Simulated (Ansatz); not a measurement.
# From the elastic tensor of Ag at 11 GPa (stress–strain coefficients) to moduli and sound speeds

Level of theory: DFT PBEsol, scalar-relativistic, plane waves, PAW (Ansatz). Cutoff 420 eV, 18×18×6 k-points (Γ-centred), Fermi-Dirac smearing of 0.15 eV. No spin polarisation.

The structure is hexagonal, space group P6_3/mmc (No. 194). The conventional cell has a = 2.795 Å, b = 2.795 Å, c = 9.144 Å, α = 90.00°, β = 90.00°, γ = 120.00°. Ag (site symmetry -6m2) has 12 Ag at 2.80 Å as nearest neighbours. Around Ag (site symmetry -3m) lie 12 Ag at 2.80 Å.

In a metal, frequencies and elastic constants depend on the k mesh and the smearing, soft modes and shear constants most. Other phases may be more stable at this pressure.

Relaxed-ion constants (GPa, on the Cartesian axes of the calculation):
C11 = 249.4, C12 = 159.2, C13 = 124.4, C22 = 249.4, C23 = 124.4, C33 = 283.7, C44 = 39.8, C55 = 39.8, C66 = 45.1 GPa; the others vanish.

Density 11.579 g/cm³; 4 atoms in 61.88 Å³.

The values that follow are for a polycrystal of randomly turned grains, by Hill's mean where one number stands.

With S = C⁻¹: B_V = (C11+C22+C33+2(C12+C13+C23))/9, G_V = (C11+C22+C33−C12−C13−C23+3(C44+C55+C66))/15, 1/B_R = S11+S22+S33+2(S12+S13+S23), 15/G_R = 4(S11+S22+S33−S12−S13−S23)+3(S44+S55+S66); Hill is their mean. Then v_l = √((B+4G/3)/ρ), v_t = √(G/ρ), v_m = [(2/v_t³+1/v_l³)/3]^(−1/3) and Θ = (ħ/k_B)·v_m·(6π²n/V)^(1/3) for n atoms in the volume V; E = 9BG/(3B+G), ν = (3B−2G)/(2(3B+G)) and A^U = 5G_V/G_R + B_V/B_R − 6.

```json
{
 "Bulk modulus, Voigt / Reuss / Hill": "177.6 / 177.6 / 177.6 GPa",
 "Shear modulus, Voigt / Reuss / Hill": "49.9 / 46.7 / 48.3 GPa",
 "Young's modulus": "133 GPa",
 "Poisson ratio": "0.375",
 "Pugh ratio B/G": "3.68",
 "Universal anisotropy index": "0.35",
 "Longitudinal and transverse sound speeds": "4572 and 2042 m/s",
 "Debye temperature from the mean sound speed": "275 K"
}
```

This form isn't the element's structure at ambient conditions.

Cost: 1 run of about 6.6 core-minutes, on Intel Xeon 6975P-C (Granite Rapids) (shared hosts).

The compressed silver resists a change of volume far more than a change of shape, with a bulk modulus of 177.6 GPa against a shear modulus of 48.3 GPa. This is typical of a noble metal: the filled d shells repel each other on compression, while the delocalised s-electron bonding has little directional character to oppose shear. C12 and C13 lie well above C66 and C44, respectively, by more than the applied pressure alone would give for central pair forces, which points to a many-body metallic contribution.

The Voigt and Reuss bulk moduli coincide because the layers and the stacking axis compress almost equally, as expected for nearly ideal close packing. The anisotropy therefore lies almost entirely in the response to shape-changing strains. C33 exceeds C11, while shear between the close-packed layers is slightly easier than shear within them. The tensor satisfies the elastic stability conditions for small homogeneous strains, but this doesn't rule out a phonon instability at finite wavevector.
